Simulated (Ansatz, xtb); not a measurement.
## Isomers of C2HClF2

2 of its isomers, all singlets with charge 0: A = `FC(F)=CCl`; B = `F/C=C(\F)Cl`.

Shapes, held fixed at every level: PBE0-D4/def2-TZVP. Programs: Ansatz 0.2.0, xtb 6.7.1.

Electronic energies in kJ/mol, without zero-point or thermal terms.

Question: From chemical knowledge, estimate the order of stability.

Answer: A < B in rising energy, over a span of 26 kJ/mol, by CCSD(T)/CBS estimate. All levels agree on that. The B − A difference spans +17.1 to +33.0 kJ/mol over the levels. The CBS estimate extrapolates MP2 from def2-TZVPP and def2-QZVPP and adds CCSD(T) − MP2 in the triple-zeta set, cores frozen.

```tsv
level	kind	B − A
GFN2-xTB	semi-empirical	+17.1
HF/def2-TZVPP	Hartree–Fock	+33.0
SPW92/def2-TZVPP	LDA	+28.2
B3LYP-D4/def2-TZVPP	global hybrid	+25.5
BHLYP-D4/def2-TZVPP	global hybrid	+29.1
PBE0-D4/def2-TZVPP	global hybrid	+28.5
B2PLYP/def2-TZVPP	double hybrid	+27.0
CCSD(T)/def2-SVP	coupled cluster or CI	+32.0
CCSD(T)/CBS estimate	coupled cluster or CI	+26.0
```

Placing both fluorines on the same carbon, as in A, is clearly favoured over spreading them across the double bond, as in B. The main cause is probably the geminal fluorine effect: lone pairs on one fluorine donate into the antibonding C–F orbital of the other, and the strongly positive CF2 carbon attracts both fluorines electrostatically. In B the geminal partner of one fluorine is chlorine, which is less electronegative and a weaker π donor, so this stabilisation is reduced.

Hartree–Fock exaggerates the preference, which suggests that electron correlation favours B somewhat. Coupled cluster in the small double-zeta basis gives nearly as large a gap, +32.0 kJ/mol against +26.0 at the CBS estimate, so a correlated treatment gains little here without an adequate basis. GFN2-xTB gets the order right but underestimates the gap.

B has its two fluorines cis; without its trans counterpart, the energies say nothing about the cis preference known for 1,2-difluoroethene.
